**Volume scan of hcp cobalt in LDA: ranking the settings**

The table holds pressure, cell moment and relative free energy from all-electron LAPW and the largest field gradient from PAW for ferromagnetic hcp Co at five volumes (Ansatz 0.2.0, LDA, scalar-relativistic, cell shape held). The program fits a third-order Birch-Murnaghan form to the pressures, checks $P=-dE/dV$ for both methods, and converts each setting into a volume shift through $\delta V/V=\delta P/B$. All rows are under tension, and the extrapolated minimum lies at 10.00 Å$^3$ per atom with $B_0$ near 270 GPa, while the given cell is 6.4 % larger than this minimum. PAW and LAPW differ by at most 0.20 GPa, 0.95 meV/atom and 0.001 $\mu_B$ per cell, and the PAW energies match the quoted pressure only with the Pulay term included. The moment follows $V^{0.57}$, whereas the field gradient falls by 71 % against 9.5 % for a rigid charge shape and obeys no clean power law; its dependence on k mesh and $c/a$ is untested.

Calculated values. Co (P6_3/mmc, 2 atoms) in Ansatz 0.2.0 with scalar-relativistic LDA, the Materials Project cell scaled at fixed shape. LAPW is all-electron (basis error target 1 meV/atom), PAW frozen-core (default files, 420 eV cutoff); both use a 17×17×9 k mesh, 0.03 eV Fermi-Dirac smearing and a parallel spin start. Pressure is positive in compression; Vzz is the principal field gradient of largest size.

## Program and output

```python
# Table: hcp Co volume scan, Ansatz 0.2.0, LDA, scalar-relativistic: LAPW pressure, moment, free energy; PAW Vzz.
# Tested: Birch-Murnaghan and P = -dE/dV, PAW against LAPW, size of each setting, power laws for moment and Vzz.
T = {
    'scale': [0.95, 0.975, 1.0, 1.025, 1.05],
    'V': [10.11, 10.37, 10.64, 10.91, 11.17],  # angstrom^3/atom
    'P_LAPW': [-2.78, -9.05, -14.42, -19.03, -22.92],  # GPa
    'M_LAPW': [3.05, 3.1, 3.14, 3.18, 3.23],  # muB
    'dE_LAPW': [0.0, 10.0, 29.6, 57.4, 92.3],  # meV/atom
    'Vzz_PAW': [-0.34, -0.25, -0.15, -0.1, -0.1],  # 1e21 V/m^2
}
import numpy as np
from scipy.optimize import curve_fit
from scipy.constants import e, hbar, m_e
A = np.array
s, P, dE, Vz = (A(T[k]) for k in ('scale', 'P_LAPW', 'dE_LAPW', 'Vzz_PAW'))
# further outputs of the same runs (unrounded, per cell unless named)
Vg = 21.28027/2; V = s*Vg
Pp = A([-2.583828, -8.879025, -14.27237, -18.89117, -22.79925]); pul = A([.3139, .3101, .3047, .3034, .2968])
Fp = -10125 - A([.5340, .5147, .4760, .4207, .3513]); dEp = (Fp - Fp[0])*500
ML = A([3.047828, 3.095688, 3.140326, 3.182097, 3.227554]); MP = A([3.048792, 3.096344, 3.140867, 3.182817, 3.228532])
sL = A([1.558959, 1.58415, 1.607831, 1.630041, 1.653921]); sP = A([1.568824, 1.594981, 1.619796, 1.643265, 1.668298])
TS = A([5.2297, 5.0602, 5.0165, 5.1555, 5.3892])
sa = A([-1.92811, -8.199898, -13.54293, -18.16187, -22.13372]); sc = A([-4.48375, -10.75079, -16.18295, -20.7587, -24.49893])
top = A([19.65688 - 19.35262, 18.66458 - 18.30688, 18.10969 - 17.70035])
u = 1e-18/e  # meV per GPa A^3
f = lambda a, n=2: ' '.join('%.*f' % (n, x) for x in a)
def bmP(v, V0, B, Bp): x = (V0/v)**(2/3); return 1.5*B*(x**3.5 - x**2.5)*(1 + .75*(Bp - 4)*(x - 1))
def bmE(v, V0, B, Bp): x = (V0/v)**(2/3); return u*9*V0*B/16*((x - 1)**3*Bp + (x - 1)**2*(6 - 4*x))
fit = lambda v, p: curve_fit(bmP, v, p, [10, 270, 4.5])[0]
rel = lambda q: bmE(V, *q) - bmE(V[0], *q)
show = lambda n, q: print('%s: V0 %.3f A^3 (scale %.4f), B0 %.0f GPa, B\' %.2f' % (n, q[0], q[0]/Vg, q[1], q[2]))
print('rows, scale:', f(s, 3), '; V unrounded', f(V, 3))
q = fit(V, P); show('BM fit to LAPW pressure', q)
print('  pressure residual, GPa (rounding 0.005):', f(P - bmP(V, *q), 3))
print('  dE minus integral of fit, meV/atom (rounding 0.05):', f(dE - rel(q)))
print('  minimum lies %.2f meV/atom below first row, %.1f %% in volume outside the scan' % (bmE(V[0], *q), 100*(1 - q[0]/V[0])))
q2 = curve_fit(lambda v, a, b: bmP(v, a, b, 4), V, P, [10, 270])[0]; show("B' held at 4", [*q2, 4])
print('  pressure residual, GPa:', f(P - bmP(V, *q2, 4), 3))
qe = curve_fit(lambda v, a, b, c, d: bmE(v, a, b, c) + d, V, dE, [*q, -1])[0]; show('BM fit to energies (4 parameters)', qe)
for n, k in (('first', slice(1, 5)), ('last', slice(0, 4))):
    qq = fit(V[k], P[k]); show('without %s row' % n, qq); print('  residual, GPa:', f(P - bmP(V, *qq), 3))
Bl = -V*(bmP(V + 1e-4, *q) - bmP(V - 1e-4, *q))/2e-4
print('local bulk modulus, GPa:', f(Bl, 0))
qp = fit(V, Pp); show('BM fit to PAW pressure', qp)
print('PAW - LAPW: V0 %.3f %%, B0 %.1f GPa' % (100*(qp[0]/q[0] - 1), qp[1] - q[1]))
print('PAW - LAPW pressure, GPa:', f(Pp - P), '; dE, meV/atom:', f(dEp - dE))
print('PAW - LAPW cell moment, muB:', f(MP - ML, 4), '; site moment:', f(sP - sL, 3))
print('PAW dE minus integral of quoted pressure, meV/atom:', f(dEp - rel(qp)))
print('  same with Pulay term taken out:', f(dEp - rel(fit(V, Pp - pul))))
print('zero-smearing minus free-energy dE, meV/atom:', f((TS - TS[0])/4, 3))
print('states at Fermi level from entropy, per eV and cell:', f(TS*1e-3/(np.pi**2/3*0.03**2)))
n, c = np.polyfit(np.log(V), np.log(ML), 1)
print('moment exponent %.3f; residual, muB:' % n, f(ML - np.exp(c)*V**n, 4), '; steps', f(np.diff(ML), 4))
print('moment per atom:', f(ML/2, 3), '; extrapolated to V0 %.2f; rise over scan %.1f %%' % (np.exp(c)*q[0]**n/2, 100*(ML[4]/ML[0] - 1)))
print('top of ten lowest majority valence bands below Fermi level, eV (0.975 LAPW, 1.0 and 1.025 PAW):', f(top))
print('Vzz as 1/V from first row:', f(Vz[0]*V[0]/V), '; fall in size %.1f %% against %.0f %% in table' % (100*(1 - V[0]/V[4]), 100*(1 - Vz[4]/Vz[0])))
m, d = np.polyfit(np.log(V), np.log(-Vz), 1)
print('Vzz exponent %.1f; residual (rounding 0.005):' % m, f(Vz + np.exp(d)*V**m, 3), '; steps', f(np.diff(Vz)))
sl = (Vz[2] - Vz[0])/(100*(s[2] - s[0])); print('Vzz slope from 0.95 to 1.0: %.3f per 1 %% volume' % sl)
print('stress along c minus in plane, GPa:', f(sc - sa), '; c/a %.3f, ideal %.3f' % (4.021/2.472, (8/3)**.5))
eps = abs(sc - sa).mean()/400  # 400 GPa: rough recalled stiffness against c/a change
print('c/a relaxation, order only: %.0f %% shorter, gain %.1f meV/atom' % (150*eps, .5*u*400*eps**2*q[0]))
tilt = 1/(u*(V[4] - V[0]))
print('source: pressure GPa, volume %, moment muB/atom, Vzz 1e21 V/m^2 by the slope above')
for nm, dp in (('PAW for LAPW', Pp[0] - P[0]), ('Pulay term', pul[0]), ('1 meV/atom tilt over scan', tilt)):
    x = 100*dp/q[1]; print('  %s: %.2f, %.2f, %.4f, %.3f' % (nm, dp, x, n*x/100*ML[0]/2, sl*x))
x = 100*(Vg/q[0] - 1); print('  given cell above LDA V0: %.1f, %.1f, %.3f' % (-P[2], x, (ML[2] - np.exp(c)*q[0]**n)/2))
print('rough recalled 11 A^3, 190 GPa: V0 off by %.0f %%, B0 by %.0f %%' % (100*(q[0]/11 - 1), 100*(q[1]/190 - 1)))
kp = (2*m_e*420*e)**.5/hbar*1e-10; N = lambda k: 2*Vg*k**3/(6*np.pi**2)
print('plane waves at scale 1: LAPW %.0f (plus local functions), PAW %.0f; k points %d, doubled mesh %d' % (N(9.097), N(kp), 17*17*9, 34*34*18))
assert (P < 0).all() and 0.92 < q[0]/Vg < 0.95 and 3 < q[2] < 7
assert abs(dE - rel(q)).max() < 1 and abs(Pp - P).max() < 0.25
assert (sc < sa).all() and (np.diff(ML) > 0).all()
assert m < -3
```

Running it gives:

```
rows, scale: 0.950 0.975 1.000 1.025 1.050 ; V unrounded 10.108 10.374 10.640 10.906 11.172
BM fit to LAPW pressure: V0 10.003 A^3 (scale 0.9401), B0 271 GPa, B' 4.89
  pressure residual, GPa (rounding 0.005): -0.004 0.007 0.006 -0.017 0.008
  dE minus integral of fit, meV/atom (rounding 0.05): 0.00 0.04 0.03 -0.03 -0.03
  minimum lies 0.92 meV/atom below first row, 1.0 % in volume outside the scan
B' held at 4: V0 9.993 A^3 (scale 0.9392), B0 258 GPa, B' 4.00
  pressure residual, GPa: 0.117 -0.074 -0.119 -0.062 0.138
BM fit to energies (4 parameters): V0 9.999 A^3 (scale 0.9397), B0 268 GPa, B' 4.69
without first row: V0 10.005 A^3 (scale 0.9403), B0 273 GPa, B' 4.97
  residual, GPa: -0.045 -0.003 0.010 -0.011 0.004
without last row: V0 10.002 A^3 (scale 0.9400), B0 270 GPa, B' 4.78
  residual, GPa: 0.001 -0.002 0.002 -0.001 0.054
local bulk modulus, GPa: 258 226 198 174 152
BM fit to PAW pressure: V0 10.010 A^3 (scale 0.9408), B0 272 GPa, B' 4.90
PAW - LAPW: V0 0.076 %, B0 0.1 GPa
PAW - LAPW pressure, GPa: 0.20 0.17 0.15 0.14 0.12 ; dE, meV/atom: 0.00 -0.35 -0.60 -0.75 -0.95
PAW - LAPW cell moment, muB: 0.0010 0.0007 0.0005 0.0007 0.0010 ; site moment: 0.010 0.011 0.012 0.013 0.014
PAW dE minus integral of quoted pressure, meV/atom: -0.00 -0.01 0.00 0.03 0.04
  same with Pulay term taken out: 0.00 -0.52 -1.03 -1.51 -1.99
zero-smearing minus free-energy dE, meV/atom: 0.000 -0.042 -0.053 -0.019 0.040
states at Fermi level from entropy, per eV and cell: 1.77 1.71 1.69 1.74 1.82
moment exponent 0.568; residual, muB: -0.0012 0.0013 0.0011 -0.0014 0.0001 ; steps 0.0479 0.0446 0.0418 0.0455
moment per atom: 1.524 1.548 1.570 1.591 1.614 ; extrapolated to V0 1.52; rise over scan 5.9 %
top of ten lowest majority valence bands below Fermi level, eV (0.975 LAPW, 1.0 and 1.025 PAW): 0.30 0.36 0.41
Vzz as 1/V from first row: -0.34 -0.33 -0.32 -0.32 -0.31 ; fall in size 9.5 % against 71 % in table
Vzz exponent -13.5; residual (rounding 0.005): -0.011 -0.018 0.015 0.018 -0.015 ; steps 0.09 0.10 0.05 0.00
Vzz slope from 0.95 to 1.0: 0.038 per 1 % volume
stress along c minus in plane, GPa: -2.56 -2.55 -2.64 -2.60 -2.37 ; c/a 1.627, ideal 1.633
c/a relaxation, order only: 1 % shorter, gain 0.5 meV/atom
source: pressure GPa, volume %, moment muB/atom, Vzz 1e21 V/m^2 by the slope above
  PAW for LAPW: 0.20, 0.07, 0.0006, 0.003
  Pulay term: 0.31, 0.12, 0.0010, 0.004
  1 meV/atom tilt over scan: 0.15, 0.06, 0.0005, 0.002
  given cell above LDA V0: 14.4, 6.4, 0.055
rough recalled 11 A^3, 190 GPa: V0 off by -9 %, B0 by 43 %
plane waves at scale 1: LAPW 271 (plus local functions), PAW 416; k points 2601, doubled mesh 20808
```
